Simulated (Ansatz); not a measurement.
**Strength of the C–Ge bond: C2H4Ge → GeH3 + C2H**

Species: C2H4Ge `C#[C][GeH3]`, singlet; GeH3 `[GeH3]`, doublet; C2H `[C]#C`, doublet. 

Shapes, held fixed at every level: PBE0-D4/def2-TZVP. Programs: Ansatz 0.2.0. The zero-point and thermal change to 298 K, harmonic and unscaled (PBE0-D4/def2-TZVP), is -12.9 kJ/mol.

(1) Estimate ΔH(298 K) of this reaction.

Answers

(1) B2PLYP/def2-TZVPP gives ΔH(298 K) = +486.8 kJ/mol; the levels span +358.6 to +495.3. The median of the levels is +479.8. Hartree–Fock misses the correlation of the pair that is broken and comes out low. No measured value is set beside it here. Spin contamination: C2H (⟨S²⟩ up to 1.11). Open shells run unrestricted unless RO is named. Relativity is left out for Ge unless named. Correlated rows may include outer-core shells of Ge, which these sets cover unevenly.

```tsv
level	kind	ΔH(298 K) (kJ/mol)
HF/def2-SVP	Hartree–Fock	+358.6
HF/def2-TZVPP	Hartree–Fock	+361.3
B3LYP-D4/def2-TZVPP	global hybrid	+480.1
BHLYP-D4/def2-TZVPP	global hybrid	+479.4
PBE0-D4/def2-TZVPP	global hybrid	+483.0
r2SCAN0-D4/def2-TZVPP	global hybrid	+465.5
wB97M-V/def2-TZVPP	range-separated hybrid	+495.3
B2PLYP/def2-TZVPP	double hybrid	+486.8
```

Breaking the C–Ge bond of ethynylgermane is strongly endothermic at every level, and the density functionals place the cost between +465.5 and +495.3 kJ/mol. This is a strong bond for germanium, whose bonds to alkyl carbon are markedly weaker. The main reason lies on the carbon side: the sp hybrid, rich in s character, is compact and electronegative, so it overlaps well with germanium and adds polarity to the bond. Homolysis leaves the ethynyl radical with its odd electron largely in that same σ orbital, where the π system can do little to stabilise it.

B3LYP and BHLYP nearly coincide despite their very different shares of exact exchange, which suggests that the Hartree–Fock deficit stems from absent correlation rather than from exact exchange as such. The larger basis barely moves the Hartree–Fock value, so basis size does not explain the deficit either. A strong bond towards homolysis does not establish thermal persistence, since molecular elimination, for instance to germylene and acetylene, could require less energy.
